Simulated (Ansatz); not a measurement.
## Abstraction of Cl: GeH3Cl + SnH2Cl → GeH3 + SnH2Cl2

Gas-phase species: GeH3Cl (chlorogermane) `[Cl][GeH3]`, singlet; SnH2Cl `[Cl][SnH2]`, doublet; GeH3 `[GeH3]`, doublet; SnH2Cl2 `[Cl][SnH2][Cl]`, singlet. A radical takes Cl: the energy is the difference in strength between the Ge–Cl bond broken and the Sn–Cl bond made.

Shapes, held fixed at every level: PBE0-D4/def2-TZVP. Programs: Ansatz 0.2.0. The zero-point and thermal change to 298 K, harmonic and unscaled (PBE0-D4/def2-TZVP), is -2.0 kJ/mol.

(1) Estimate ΔH(298 K) of this reaction.

Results:

(1) The highest level, CCSD(T)/def2-TZVPP, gives ΔH(298 K) = +25.4 kJ/mol; the levels span +25.4 to +29.6. The column of differences is taken from that level and isn't an error. No measured value is set beside it here. Open shells run unrestricted. For atoms past krypton def2 sets carry core potentials with scalar relativity. Relativity is left out for Ge. Outer-core shells of Ge, Sn are correlated, in sets that cover them unevenly. Times are processor times on shared x86 and Arm servers, and rough.

| level | kind | ΔH(298 K) (kJ/mol) | less CCSD(T)/def2-TZVPP | CPU time (sum over the molecules) |
| --- | --- | --- | --- | --- |
| PBE-D4/def2-TZVPP | GGA | +29.6 | +4.2 | 8.4 s |
| r2SCAN-D4/def2-TZVPP | meta-GGA | +26.1 | +0.7 | 16 s |
| B3LYP-D4/def2-TZVPP | global hybrid | +29.2 | +3.8 | 14 s |
| PBE0-D4/def2-TZVPP | global hybrid | +26.7 | +1.3 | 9.7 s |
| r2SCAN0-D4/def2-TZVPP | global hybrid | +25.4 | 0.0 | 17 s |
| B2PLYP/def2-TZVPP | double hybrid | +28.3 | +2.9 | 17 s |
| CCSD/def2-TZVPP | coupled cluster or CI | +25.8 | +0.4 | – |
| CCSD(T)/def2-TZVPP | coupled cluster or CI | +25.4 | 0.0 | – |

Chlorine transfer from germanium to tin is endothermic at every level, by +25.4 to +29.6 kJ/mol, so the Ge–Cl bond in chlorogermane is stronger than the Sn–Cl bond formed in SnH2Cl2. The main reason is probably the larger, more diffuse valence shell of tin, which overlaps less well with chlorine 3p and gives a longer bond. The greater polarity of Sn–Cl offsets only part of that loss.

The levels agree closely because one metal–chlorine bond replaces another and the number of unpaired electrons is unchanged, so much of the correlation error cancels. The very small effect of the triples likewise suggests that no species here poses a serious multireference problem. Exact exchange lowers the value from PBE to PBE0 and from r2SCAN to r2SCAN0, yet B3LYP stays close to PBE, so exchange admixture alone doesn't order the functionals.

Because the tin radical already carries a chlorine and the germyl radical doesn't, the result combines the change of metal with a substituent effect and can't separate the two.
